Appendix. The Makinson temperature dependence of the Lorenz ratio

A.1 Premises and conventions

The Lorenz number is L = κe ρ/T, with κe the electronic thermal conductivity at zero electric current and ρ the electrical resistivity. W = 1/κe is the electronic thermal resistivity. The Sommerfeld value is L0 = (π²/3)(kB/e)² = 2.443 × 10⁻⁸ W Ω K⁻². The electron charge is −e, f0 is the Fermi function, η = (ε − μ)/kBT, and t = T/θ. The form of L/L0 derived here goes back to Makinson (1938); the route taken is the variational one. The premises are these.

(P1) The electrons are free and degenerate: density n, a spherical Fermi surface of radius kF, and kBT, kBθ ≪ EF.
(P2) The phonons form one longitudinal Debye branch, ω = sq for q ≤ qD, with kBθ = ħ s qD and qD ≤ 2kF. They stay in equilibrium at the local temperature.
(P3) Electron–phonon scattering is by one-phonon normal processes, k′ = k ± q, with the deformation-potential element |Mq|² = ħC²q/(2ρm s V); C is a constant energy, ρm the mass density and V the volume.
(P4) Solute atoms scatter elastically, at a rate that depends on the scattering angle and is constant over an energy range kBT.
(P5) The transition rates of the two mechanisms add, and the semiclassical Boltzmann equation holds.

A.2 Linearised Boltzmann equation and variational bound

Write f(k) = f0 + Φ(k)(−∂f0/∂ε). Since −∂f0/∂ε = f0(1 − f0)/kBT, the ratio f/(1 − f) equals exp(−η)(1 + Φ/kBT) to first order. The net rate into k from k′ is w(k′→k) f′(1 − f) − w(k→k′) f(1 − f′). Taking out the factor (1 − f)(1 − f′) and using detailed balance turns it into P(k,k′)(Φ′ − Φ)/kBT, where P(k,k′) = w(k→k′) f0(1 − f0′) is the equilibrium flux, symmetric and non-negative. The drift terms are v·∇f0 − (e/ħ)E·∇k f0 = (−∂f0/∂ε) v·[eℰ + (ε − μ)∇T/T], with ℰ = E + ∇μ/e. The steady state therefore obeys

X = PΦ, (A1)

X(k) = −(−∂f0/∂ε) v·[eℰ + (ε − μ)∇T/T], (Pψ)(k) = (1/kBT) Σk′ P(k,k′)(ψ − ψ′).

With the product ⟨a,b⟩ = (2/V) Σk a b, where 2 counts spin and scattering conserves spin, the symmetry of P gives

D[ψ] ≡ ⟨ψ,Pψ⟩ = (1/(kBT V)) Σk Σk′ P(k,k′)(ψ − ψ′)² ≥ 0. (A2)

A function ψ carries the currents j[ψ] = −e(2/V) Σ v ψ(−∂f0/∂ε) and jQ[ψ] = (2/V) Σ (ε − μ) v ψ(−∂f0/∂ε), so that ⟨ψ,X⟩ = j[ψ]·ℰ − jQ[ψ]·∇T/T. Because P is symmetric and non-negative, the Schwarz inequality ⟨ψ,PΦ⟩² ≤ D[ψ] D[Φ] holds for any ψ and the solution Φ of (A1).

For ∇T = 0 and ℰ along a unit vector u, D[Φ] = ⟨Φ,X⟩ = ℰ²/ρ and ⟨ψ,PΦ⟩ = j[ψ]ℰ, currents being components along u. For ℰ = 0 and ∇T along u, D[Φ] = κ′(∇T)²/T and ⟨ψ,PΦ⟩ = −jQ[ψ]|∇T|/T. Hence

ρ ≤ D[ψ]/j[ψ]², 1/κ′ ≤ T D[ψ]/jQ[ψ]², (A3)

with equality when ψ is proportional to the exact solution. Here κ′ is the conductivity at ℰ = 0. It exceeds the open-circuit value by the thermoelectric term, κ′ = κe + S²T/ρ, so L = κ′ρ/T − S². The scale for the thermopower S is √L0 = 156 μV/K; a typical |S| of 2 μV/K for copper gives S²/L0 = 1.6 × 10⁻⁴. The term is dropped and κ′ is identified with κe.

A.3 Trial functions

Take ψ = g(η) k·u, with the length of k set to kF, which (P1) allows because only a shell of width kBT or kBθ contributes. The choice g = 1 is a displaced Fermi sphere and serves for ρ. The choice g = η sharpens the Fermi edge on one side of the sphere, blurs it on the other, and serves for W. Both copy the form of the driving term X.

Let N1 = m kF/(2π²ħ²) be the density of states per spin and volume at EF. Then (2/V) Σ (v·u)(k·u)(−∂f0/∂ε) g = 2N1 (vF kF/3) ∫ g f0(1 − f0) dη, and 2N1 vF kF/3 = kF³/(3π²ħ) = n/ħ. The integrals of f0(1 − f0) and η² f0(1 − f0) are 1 and π²/3 (both follow from (A9) below at a = 0). So j[g=1] = −ne/ħ and jQ[g=η] = (n/ħ) kBT π²/3. Inserting these in (A3), and writing D[g] for D[ψ],

ρ = (ħ/ne)² D[1], L0 T W = (ħ/ne)² (3/π²) D[η]. (A4)

The second form follows from L0 T · T D/(n kBT π²/3ħ)², in which kB²T² cancels and one factor π²/3 remains in the denominator. The equality signs in (A4) define the lowest variational approximation; both expressions are upper bounds. By (P5), D = D0 + Di for either trial function, so ρ = ρ0 + ρi and W = W0 + Wi. Matthiessen's rule for both resistivities is thus a consequence of using the same trial function for the two mechanisms.

A.4 Solute scattering

For elastic scattering η′ = η, so (ψ − ψ′)² = g(η)² [(k − k′)·u]², and P(k,k′) contains f0(1 − f0) δ(ε − ε′) times a function of angle. By (P4) the sum (A2) factorises into an angular integral, common to both trial functions, and ∫ g² f0(1 − f0) dη. Thus D0[η] = (π²/3) D0[1], D0[1] does not depend on T, and (A4) gives

L0 T W0 = ρ0. (A5)

For this mechanism alone the result is exact within the premises: the operator acting on g(η) k·u returns (−∂f0/∂ε) g k·u/τ with a constant transport time τ, which has the form of X in both problems.

A.5 Phonon scattering

Each pair (k,k′) is joined by absorption in one direction and emission in the other, with equal equilibrium fluxes. The double sum (A2) is therefore twice the sum over absorption events, for which

P = (2π/ħ)|Mq|² nq f0(ε)[1 − f0(ε′)] δ(ε′ − ε − ħωq), nq = 1/(eˣ − 1), x = ħsq/kBT.

Each sum over k becomes V N1 ∫dε ∫dΩ/4π. P depends only on the angle χ between k and k′, so the joint orientation can be averaged, which replaces (B·u)² by |B|²/3 for B = g k − g′k′, with g′ = g(η + x). With both vectors on the sphere, q² = 2kF²(1 − cos χ) and ∫dΩ′/4π = ∫ q dq/(2kF²); the upper limit is qD because qD ≤ 2kF. The same relation gives k·k′ = kF² − q²/2 and so

|g k − g′k′|² = kF²(g − g′)² + q² g g′. (A6)

The first term describes a change of energy at fixed direction (vertical process), the second a change of direction (horizontal process). Collecting the factors 2/(kBT V), V²N1², 2π/ħ, 1/(2kF²), 1/3, ħC²/(2ρm sV) and dε = kBT dη,

Di[g] = [πN1²C²/(3kF²ρm s)] ∫₀^qD q² dq nq ∫dη f0(η)[1 − f0(η + x)] {kF²(g − g′)² + q² g g′}. (A7)

The energy integral is done in closed form. Put a = x/2 and y = η + a. Then

f0(η)[1 − f0(η + x)] = 1/[(e^(y−a) + 1)(1 + e^(−y−a))] = eᵃ/[2(cosh y + cosh a)].

Integrate exp(iλy)/(cosh y + cosh a) round the strip 0 ≤ Im y ≤ 2π. The upper edge returns −exp(−2πλ) times the lower. The poles at y = iπ ± a have residues ∓exp(−πλ ± iλa)/sinh a, whose sum times 2πi is 4π exp(−πλ) sin(λa)/sinh a. Dividing by 1 − exp(−2πλ),

∫ cos(λy) dy/(cosh y + cosh a) = 2π sin(λa)/[sinh a sinh(πλ)]. (A8)

At λ → 0 this is 2a/sinh a, so the total weight is a eᵃ/sinh a = x/(1 − e⁻ˣ). Divided by its value at λ = 0, (A8) is [sin(λa)/λa][πλ/sinh πλ], and its expansion in λ gives the moments of the normalised weight:

⟨y²⟩ = (π² + a²)/3, ⟨y⁴⟩ = 7π⁴/15 + 2π²a²/3 + a⁴/5. (A9)

For g = 1 the brace in (A7) is q². For g = η, (g − g′)² = x² and g g′ = y² − a², whose mean is π²/3 + x²/12 − x²/4 = π²/3 − x²/6. The negative part arises because absorption tends to lift an electron from below μ to above it, which reverses the sign of g. Now set q = qD t x and define

Jn(z) = ∫₀^z xⁿ dx/[(eˣ − 1)(1 − e⁻ˣ)].

For g = 1 the integrand is q⁴ dq · x/[(eˣ − 1)(1 − e⁻ˣ)], and (A4) gives the Bloch–Grüneisen law

ρi = A t⁵ J5(1/t), A = πħ²N1²C²qD⁵/(3n²e²kF²ρm s). (A10)

For g = η the brace, multiplied by the 3/π² of (A4), averages to q²[1 − x²/2π²] + (3/π²)kF²x², and kF²x² = q²(kF/qD)²/t². With the abbreviations ρw ≡ L0 T Wi and β ≡ (3/π²)(kF/qD)²,

ρw = A t⁵ {(1 + β/t²) J5(1/t) − J7(1/t)/2π²}. (A11)

A.6 The Lorenz ratio

From L = ρ/(WT), (A5) and the additivity shown in A.3,

L/L0 = (ρ0 + ρi)/(ρ0 + L0 T Wi) = (ρ0 + ρi)/(ρ0 + ρw). (A12)

For ρ0 = 0 the coupling constant cancels, and the ideal ratio is

Li/L0 = 1/[1 + β/t² − J7/(2π²J5)]. (A13)

A Debye sphere holds one wave vector per atom and a Fermi sphere two electrons per wave vector, so qD³ = 6π²na and kF³ = 3π²Z na for na atoms per volume and Z electrons per atom, and kF/qD = (Z/2)^(1/3). For Z = 1, (kF/qD)² = 0.630 and β = 0.191.

A.7 Limits of the ideal ratio

Low temperature. Expanding 1/[(eˣ − 1)(1 − e⁻ˣ)] = Σ m e^(−mx) over m ≥ 1 gives Jn(∞) = n! ζ(n), so J5 → 124.4, J7 → 5082 and J7/(2π²J5) → 2.07, with corrections exponentially small in 1/t. Then Li/L0 = 1/(β/t² − 1.07), and to leading order

Li/L0 → t²/β = (π²/3)(qD/kF)²(T/θ)². (A14)

The coefficient 1/β is 5.22 for Z = 1. A thermal phonon removes an energy of order kBT in one event but turns the electron only through an angle of order (qD/kF)t, so ρi ∝ T⁵ while ρw ∝ T³ and Wi ∝ T².

High temperature. The function h(x) = x²/[(eˣ − 1)(1 − e⁻ˣ)] = [(x/2)/sinh(x/2)]² = 1 − x²/12 + … converges for |x| < 2π. Term by term, with z = 1/t, J5 = z⁴/4 − z⁶/72 + … and J7 = z⁶/6 − z⁸/96 + …, so J7/J5 = (2/3)z²(1 − z²/144 + …). Since (2/3)/2π² = 1/3π²,

Li/L0 = 1/[1 + γ(θ/πT)² + …] → 1 − γ(θ/πT)², γ = 3(kF/qD)² − 1/3. (A15)

For Z = 1, γ = 1.557. The first omitted term in the denominator is z⁴/(432π²), which is small, so the reciprocal form remains good down to T ≈ θ, while the linearised form needs γ(θ/πT)² ≪ 1.

A.8 The minimum in an impure sample

Let r = L/L0 and Δ = ρw − ρi = A t⁵[βJ5/t² − J7/2π²], so that 1 − r = Δ/(ρ0 + ρw).

Existence. Inside the integrals x ≤ 1/t, so J7 < J5/t², and Δ > 0 whenever β ≥ 1/2π², that is (kF/qD)² ≥ 1/6. Premise (P2) guarantees (kF/qD)² ≥ 1/4. Hence r < 1 at every T > 0. For ρ0 > 0, r → 1 as T → 0 because Δ → 0, and r → 1 at high T because Δ ∝ 1/T while ρw ∝ T. A minimum lies between.

Depth. At fixed T, ∂r/∂ρ0 = Δ/(ρ0 + ρw)² > 0. The whole curve falls as ρ0 falls, and its minimum falls with it.

Position. The minimum t* maximises G = ln Δ − ln(ρ0 + ρw), so Δ̇(ρ0 + ρw) = Δ ρ̇w there, the dot meaning d/dt. Differentiating this condition with respect to ρ0 gives dt*/dρ0 = −(∂²G/∂t∂ρ0)/(∂²G/∂t²), where the denominator is negative at a regular maximum and ∂²G/∂t∂ρ0 = ρ̇w/(ρ0 + ρw)². It remains to show ρ̇w > 0 at t*. The substitution x = ξ/t gives ρi = A t ∫₀¹ ξ³ h(ξ/t) dξ, and h decreases with its argument, so ρ̇i > 0 and Δ̇ < ρ̇w. If ρ̇w ≤ 0 held, then Δ̇ < 0, and ρ0 + ρw > Δ would give Δ̇(ρ0 + ρw) < Δ̇Δ < ρ̇wΔ, against the stationarity condition. So dt*/dρ0 > 0: the minimum moves to lower temperature as the sample gets purer.

Pure limit. For small ρ0 the minimum lies at low t, where ρi = αt⁵ with α = 124.4 A, ρw ≈ βαt³, and ρw ≫ ρ0. Then r ≈ ρ0/(βαt³) + t²/β, and setting the derivative −3ρ0/(βαt⁴) + 2t/β to zero gives

t* = (3ρ0/2α)^(1/5), ρi(t*) = 3ρ0/2, r(min) = (5/3) t*²/β. (A16)

Thus T* ∝ ρ0^(1/5) and r(min) ∝ ρ0^(2/5). The assumption ρw ≫ ρ0 is consistent, since ρw/ρ0 = 3β/(2t*²) is large.

A.9 Range of validity

(i) Variational truncation. The exact resistivities of the model lie below (A4). They lie above the sums of the exact single-mechanism values, because the minimum of a sum is not less than the sum of the minima. For ρ, adding an even function of η that carries no current changes little: its cross term with g = 1 has only the horizontal part of (A6), of order q², and its diagonal term has the vertical part, so the relative gain is of order t² at low T, and it vanishes again at high T, where scattering is quasi-elastic. For W the gain is larger. Add φ = η³ − (7π²/5)η, which carries no heat current because ⟨η⁴⟩ = 7π⁴/15 at a = 0. Minimising D[η + bφ] over b gives D11 − D13²/D33. At low T only the vertical term matters. With (y + a)³ − (y − a)³ = x(3y² + x²/4) and (A9), the mean products of the differences are x², x²(x²/2 − 2π²/5) and x²(84π⁴/25 + 3π²x²/5 + 3x⁴/10), so that

D13/D11 = J7/2J5 − 2π²/5 = 16.5, D33/D11 = 84π⁴/25 + 3π²J7/5J5 + 3J9/10J5 = 1446.

For the solute part the cross term vanishes and, with ⟨η⁶⟩ = 31π⁶/21 from the next order of (A8), ⟨φ²⟩/⟨η²⟩ = 432π⁴/175 = 240. Therefore

W ≤ W0 + Wi − (16.5 Wi)²/(240 W0 + 1446 Wi). (A17)

In the pure metal this lowers Wi by 19 per cent, and further functions can only lower it more; the T² law survives, but the coefficient in (A14) is a lower bound. When W0 ≫ Wi the correction is of second order in Wi, so (A12) is exact to first order in the phonon scattering. Ratios from (A12) deserve two figures at most.

(ii) Degeneracy. The terms dropped under (P1) are of relative order kBθ/EF or kBT/EF at most.

(iii) Normal processes and one branch. If the change of electron wave vector is K ≠ q, as in Umklapp events, (A6) holds with K² in place of q², while x still refers to the phonon energy. The horizontal term and ρi then grow relative to the vertical term, and Li/L0 rises. Transverse phonons, which do not couple under (P3), couple in Umklapp events and on a non-spherical Fermi surface. These effects change the constants of (A11) by factors, not by per cent, and are the weakest point of the model. Equation (A12) itself needs only additivity and (A5), and it can be used with ρi and Wi from any source.

(iv) Neglected channels. Phonon drag and electron–electron scattering are left out; both matter most in very pure samples at low T. Magnetic solutes violate (P4). Anisotropy over a real Fermi surface makes the two mechanisms favour different angular forms of Φ and adds positive departures from additivity. Localisation corrections require kF times the mean free path to be large, which dilute alloys satisfy.

(v) Lattice conduction. The total conductivity is κe + κg, so the apparent ratio is L/L0 + κg ρ/(L0T). The added term grows with ρ0 while the depth 1 − r shrinks.

A.10 Illustration: dilute Cu–Zn

The Debye temperature of copper is θ = 343 K (compiled value, Wikipedia). The other inputs are typical values: lattice constant 3.61 Å of the fcc cell with four atoms, atomic mass 63.55 u, Z = 1, ideal resistivity ρi(273 K) = 1.55 μΩ cm, and a residual resistivity of 0.3 μΩ cm per at.% Zn. All of ρ0 is assigned to zinc, and θ and A are assumed independent of composition.

These give qD = 1.71 Å⁻¹, kF = 1.36 Å⁻¹, EF = 7.05 eV and kBθ/EF = 0.0042, so (P1) holds. The largest normal-process deflection is 2 arcsin(qD/2kF) = 78°. With zinc assumed divalent, 1 at.% raises β by 0.7 per cent, which is ignored. At 273 K, t⁵J5 = 0.1825, and fitting (A10) to the input fixes A = 8.49 μΩ cm, used in this rounding below. The compositions 0.01, 0.1 and 1 at.% Zn have ρ0 = 0.003, 0.03 and 0.3 μΩ cm. The model's values from (A10) to (A13), resistivities in μΩ cm, are:

T (K) | ρi | ρw | Li/L0 | L/L0 at 0.01 % | at 0.1 % | at 1 %
20 | 0.000712 | 0.0393 | 0.018 | 0.088 | 0.44 | 0.89
40 | 0.0196 | 0.266 | 0.074 | 0.084 | 0.17 | 0.56
60 | 0.0907 | 0.579 | 0.16 | 0.16 | 0.20 | 0.44
100 | 0.343 | 0.991 | 0.35 | 0.35 | 0.37 | 0.50
200 | 1.06 | 1.55 | 0.68 | 0.68 | 0.69 | 0.73
300 | 1.73 | 2.08 | 0.83 | 0.83 | 0.83 | 0.85

The low-temperature law (A14) gives 0.018 at 20 K. At 300 K the linearised form of (A15) gives 0.79 and the reciprocal form 0.83. Numerical minimisation of (A12) places the model's minima at 67 K with L/L0 = 0.44 for 1 at.%, at 44 K with 0.16 for 0.1 at.%, and at 28 K with 0.063 for 0.01 at.%. For the last, the asymptotic result (A16) gives 29 K and 0.062. The correction (A17) lowers W by 1 per cent for 1 at.% at 20 K, where the solute dominates, and approaches the pure-metal size in the purest alloy.

The same expression describes a narrow copper interconnect if grain-boundary and surface scattering are treated as an additive elastic term, which is rougher for surfaces than for solutes. An assumed ρ0 = 2 μΩ cm gives the model's L/L0 = 0.91 at 300 K.

Two neglected effects compete with the minimum. For an assumed lattice conductivity κg = 40 W m⁻¹ K⁻¹ at 60 K, the term κg ρ/(L0T) is 0.033 at 0.1 at.% and 0.11 at 1 at.%, so κg has to be subtracted before (A12) is applied to the stronger alloy. The meaning of θ is also loose. The elastic constants C11 = 168.3, C12 = 121.2 and C44 = 75.7 GPa (compiled values, Blaschke) and the density 8.97 g cm⁻³ that follows from the inputs give longitudinal speeds √(C11/ρm) = 4.33 km/s along [100] and √[(C11 + 2C12 + 4C44)/3ρm] = 5.15 km/s along [111]. Extended linearly to qD, these correspond to ħ s qD/kB = 567 K and 674 K. The value 343 K is an average weighted towards the transverse branches, and using it in a longitudinal model already concedes that premise (P3) is not literally obeyed in copper.

The minima above are the model's and are too deep for the real alloy. As typical knowledge, not as a measurement, the ideal ratio of copper is near 0.9 at room temperature but about 0.5 between 40 and 60 K, so the model overstates ρw relative to ρi by a factor of about 7 at 40 K and about 3 at 60 K; putting ρw = 2ρi into (A12) at 60 K gives L/L0 of about 0.6 for 0.1 at.% and 0.8 for 1 at.%. The variational truncation of item (i) acts in the direction of this gap but is too small to close it at the order computed, and the large-angle processes of item (iii) act in the same direction. On that scale the lattice term of 0.11 is about half the depth of the minimum at 1 at.%. The trends proved in A.8, a minimum below L0 that deepens and moves down in temperature with purity, need only Δ > 0, a rising ρi, and 1 − r vanishing at both ends, and do not depend on the constants of the Bloch model.